Dear colleague,

You plan to turn the 300 GHz reflectance of your 1 mΩ cm n-Si wafer into a conductivity with the Hagen-Rubens relation. That relation assumes that the current follows the field without delay, ωτ ≪ 1. Below I show where this enters, what the first correction is, and why it comes to about 1 to 2 % of the absorptance 1 − R in my model of your sample.

Conventions and the simple result

I use SI formulas, time dependence exp(−iωt), normal incidence from vacuum on a wafer much thicker than the skin depth, and a local law J = σ(ω)E. With E_x ∝ exp(iqz), Maxwell's equations give

q² = ω²ε_L/c² + iωμ0σ(ω),  H_y = qE_x/(ωμ0),

where ε_L is the dielectric constant of the crystal without free carriers. The surface impedance is Z = E_x/H_y = ωμ0/q = Rs − iXs, the complex index is N = n + ik = cq/ω = Z0/Z with Z0 = μ0c, and the absorptance is

A = 1 − R = 4Z0Rs/|Z + Z0|² = 4n/[(n + 1)² + k²].

Three simplifications follow: (a) σ(ω) is replaced by the real dc value σ0; (b) the ε_L term is dropped; (c) |Z + Z0|² is replaced by Z0². Steps (a) and (b) give q = (1 + i)/δ0 with δ0 = √(2/(μ0σ0ω)), Z = (1 − i)Rs0 with Rs0 = √(μ0ω/(2σ0)) = 1/(σ0δ0), and n = k = n0 = √(σ0/(2ε0ω)). Step (c) then gives A0 = 4Rs0/Z0 = 2/n0 = 2√(2ε0ω/σ0).

For σ0 = 1000 S/cm and ω = 1.885 × 10¹² s⁻¹: δ0 = 2.906 µm, Rs0 = 3.441 Ω, n0 = 54.73, A0 = 3.654 %.

Where the assumption enters

It enters at step (a) only. The drift velocity obeys m dv/dt = −eE − mv/τ, whose solution is

σ(ω) = σ0/(1 − ix),  x = ωτ,  σ0 = n_e e²τ/m.

Step (a) drops m dv/dt against mv/τ. One might expect a penalty of order x², since Re σ = σ0/(1 + x²). But q is a square root of iσ, so the phase of σ, which is arctan x, rotates q, and the penalty is of first order.

The correction

Keep (b) for the moment. Then q² = (2i/δ0²)/(1 − ix) and Z = Rs0(1 − i)√(1 − ix), so Z²/Rs0² = −2x − 2i, with modulus 2√(1 + x²). Taking the root with positive real part,

Rs = Rs0 [√(1 + x²) − x]^(1/2),  Xs = Rs0 [√(1 + x²) + x]^(1/2).

The product RsXs = Rs0² is unchanged, and

Rs/Rs0 = 1 − x/2 + x²/8 + …,  Xs/Rs0 = 1 + x/2 + x²/8 + …

Carrier inertia lowers the loss and raises the reactance. To first order n = n0(1 − x/2), k = n0(1 + x/2), and the amplitude decay length c/(ωk) shrinks to δ0(1 − x/2).

Less loss from a thinner layer looks backwards, so here is the energy balance. The total surface current K equals the surface field H_y(0), and |J(z)| = |q||K| exp(−z Im q). Since Re(1/σ) = 1/σ0 for any x, the dissipated power per area is (1/2σ0)∫|J|²dz, which gives Rs = |q|²/(2σ0 Im q). Now |q|² ∝ (1 + x²)^(−1/2) does not change at first order, while Im q grows by the fraction x/2. The current density at the surface stays the same and the lossy volume shrinks. The same K is still carried, because Re q falls: the phase of J winds less with depth, and less of the current cancels.

Inputs and size

Typical values, from memory: valley masses m_l = 0.92 and m_t = 0.19 (in electron masses), six valleys, and an electron density n_e = 7.5 × 10¹⁹ cm⁻³. I chose that density so that the mobility σ0/(n_e e) = 83 cm²/(V s) falls in the typical range of 80 to 90 cm²/(V s) for n-Si at this resistivity. I assume 300 K. The conductivity mass is m_c = 3/(1/m_l + 2/m_t) = 0.26. Then τ = σ0m_c/(n_e e²) = 12.3 fs, which puts ωτ = 1 at 13 THz, and x = 0.0232 at 300 GHz. The photon energy, 1.24 meV, is far below k_BT = 25.9 meV, so classical transport applies.

The first correction to Rs and to A0 is −x/2 = −1.16 %; the next term, x²/8 = 6.7 × 10⁻⁵, is negligible. The closed forms give Rs = 3.402 Ω and Xs = 3.482 Ω.

The terms that compete with it

Step (b). Restoring ε_L gives q² = (2i/δ0²)[1/(1 − ix) − iy] with y = ωε0ε_L/σ0. To first order the bracket is 1 + i(x − y): displacement current acts with the opposite sign, and x is replaced by x − y. With the compiled static value ε_L = 11.7 (Ioffe Institute), y = 0.00195, so x/y = 12 and the shift of A is +y/2 = +0.10 %.

Step (c). At leading order |1 + Z/Z0|² = 1 + 1/n0 + …, which shifts A by −1/n0 = −1.83 %. In your wafer this exceeds the inertia term. Altogether

A = (2/n0)[1 − (x − y)/2 − 1/n0 + …].

Because x ∝ ω and 1/n0 ∝ √ω, x/2 overtakes 1/n0 only near 0.7 THz. Step (c) needs no material input beyond σ0, so undo it by using the exact Fresnel form.

The unexpanded values, with four figures only to show the differences:

Hagen-Rubens, 2/n0: A = 3.654 %
inertia restored, 4Rs/Z0: A = 3.612 %
Fresnel form with n = k = n0: A = 3.588 %
Fresnel form with N² = ε_L + iσ(ω)/(ε0ω): A = 3.551 %

In the last line Re N² = −127, n = 54.14, k = 55.30, and the decay length is 2.876 µm. Since A0 ∝ σ0^(−1/2), inverting 3.551 % with Hagen-Rubens overestimates σ0 by 5.9 %. Inverting it with the Fresnel form and n = k still overestimates σ0 by 2.1 %, which is x − y.

Locality. With the density-of-states mass (m_l m_t²)^(1/3) = 0.32 and k_F = (π²n_e/2)^(1/3) for six valleys, a velocity estimate is ħk_F/(0.32 m_e) = 2.6 × 10⁵ m/s. The mean free path is then l = 3.2 nm and l/δ0 = 1.1 × 10⁻³. Only a layer of thickness about l feels the surface, so nonlocal changes of Z are at most of that relative order, well below x/2.

Which τ appears

Your wafer is only moderately degenerate. For parabolic valleys the effective density of states is N_c = 2.7 × 10¹⁹ cm⁻³, and n_e = N_c F_1/2(η) gives η = E_F/k_BT = 1.9, with E measured from the band edge and F_j the Fermi-Dirac integral normalised by 1/Γ(j + 1). Electrons over a range of energies contribute, each with its own τ(E), taken isotropic. The linearised Boltzmann equation gives

σ(ω) = (n_e e²/m_c)⟨τ/(1 − iωτ)⟩ = σ0[1 + iω⟨τ²⟩/⟨τ⟩ + …],

where ⟨ ⟩ averages with the positive weight E^(3/2)(−∂f/∂E). The dc conductivity fixes ⟨τ⟩ = 12.3 fs, but the correction contains τ* = ⟨τ²⟩/⟨τ⟩ = r⟨τ⟩, and r = ⟨τ²⟩/⟨τ⟩² ≥ 1 by the Cauchy-Schwarz inequality. For τ ∝ E^s, integration by parts gives

r = Γ(2s + 5/2)F_(2s+1/2) Γ(5/2)F_1/2 / [Γ(s + 5/2)F_(s+1/2)]².

The steep law s = 3/2 of weakly screened ionised impurities gives r = 315π/512 = 1.93 for Boltzmann statistics and r = 1.5 at your η. Screening at this density flattens τ(E) and moves r towards 1, so I regard 1.5 as the upper end. The inertia correction then lies between −1.2 % and −1.7 %, and the last line of the list between 3.55 % and 3.53 %. Band nonparabolicity typically raises the mass by some 10 % at this filling; at fixed σ0 and n_e that raises τ and x in proportion.

Two ways to pin it down

The weak-field Hall mobility contains the same average. For six ellipsoidal valleys with isotropic τ(E), μ_H = a r e⟨τ⟩/m_c with a = 3κ(κ + 2)/(2κ + 1)² and κ = m_l/m_t, so a = 0.87. Hence τ* = m_c μ_H/(a e), without knowledge of n_e.

Alternatively, measure both parts of Z. Since Z = Z0/N, Xs/Rs = k/n = 1 + (ωτ* − y) + …, which is 1.021 for r = 1, and σ0 cancels from the inertia term. Beware of any poorly conducting surface film of thickness d ≪ δ0. It adds ωμ0d = 2Rs0 d/δ0 to Xs, which is 0.7 % of Rs0 for d = 10 nm, about a third of the signal, while leaving Rs unchanged at first order in d.

These numbers are the model's, resting on the assumed density and masses. Within the model, dropping ωτ ≪ 1 lowers 1 − R by 1.2 to 1.7 % of its value, and it matters once you want σ0 to better than 2 to 3 %.